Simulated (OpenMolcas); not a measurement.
## A ladder of methods for C2H3Ge (SMILES [C]#[C][GeH3])

C2H3Ge: 6 atoms, total charge 0, spin state doublet. SMILES: `[C]#[C][GeH3]`. The shape is that of a PBE0-D4/def2-TZVP optimisation.

Each level gives the dipole moment (D). The values are calculated.

```
             level           kind     program  value (D)  CPU time
     UHF/def2-SVPD   Hartree–Fock  OpenMolcas       0.77      13 s
  USVWN5/def2-SVPD            LDA  OpenMolcas       1.29      25 s
    UPBE/def2-SVPD            GGA  OpenMolcas       1.19      39 s
U-r2SCAN/def2-SVPD       meta-GGA  OpenMolcas       1.08      48 s
  UM06-L/def2-SVPD       meta-GGA  OpenMolcas       4.20      58 s
   UTPSS/def2-SVPD       meta-GGA  OpenMolcas       1.14      49 s
  UB3LYP/def2-SVPD  global hybrid  OpenMolcas       1.11      44 s
   UPBE0/def2-SVPD  global hybrid  OpenMolcas       1.08      37 s
```

All-electron rows without a relativistic Hamiltonian named are non-relativistic. The values span 0.77 to 4.20 D. Spin contamination of the reference (⟨S²⟩ at least 0.1 too high) touches UHF/def2-SVPD. Magnitudes only. Times are those of the runs behind each value, whatever else they computed, on shared processors of several kinds: orders of magnitude only.

Apart from UM06-L, the density functionals agree on a modest dipole, from 1.08 to 1.29 D. This is plausible for a germylethynyl radical whose unpaired electron sits in a σ orbital on the terminal carbon. Removing an electron from the acetylide-like lone pair takes negative charge from the far end of the molecule and so limits the charge separation along the Ge–C≡C axis.

The UM06-L value of 4.20 D is out of line with both the other meta-GGAs and the hybrids, and probably belongs to a different self-consistent solution. Ethynyl radicals have a low-lying π-hole state in which the terminal carbon keeps its σ lone pair while the π system, here able to draw density from the germyl group, is electron-deficient. Such a state should be much more polar. The jump is therefore better read as a possible change of state than as a genuine functional dependence of one state's dipole, though only the orbital occupations or spin density could confirm this.
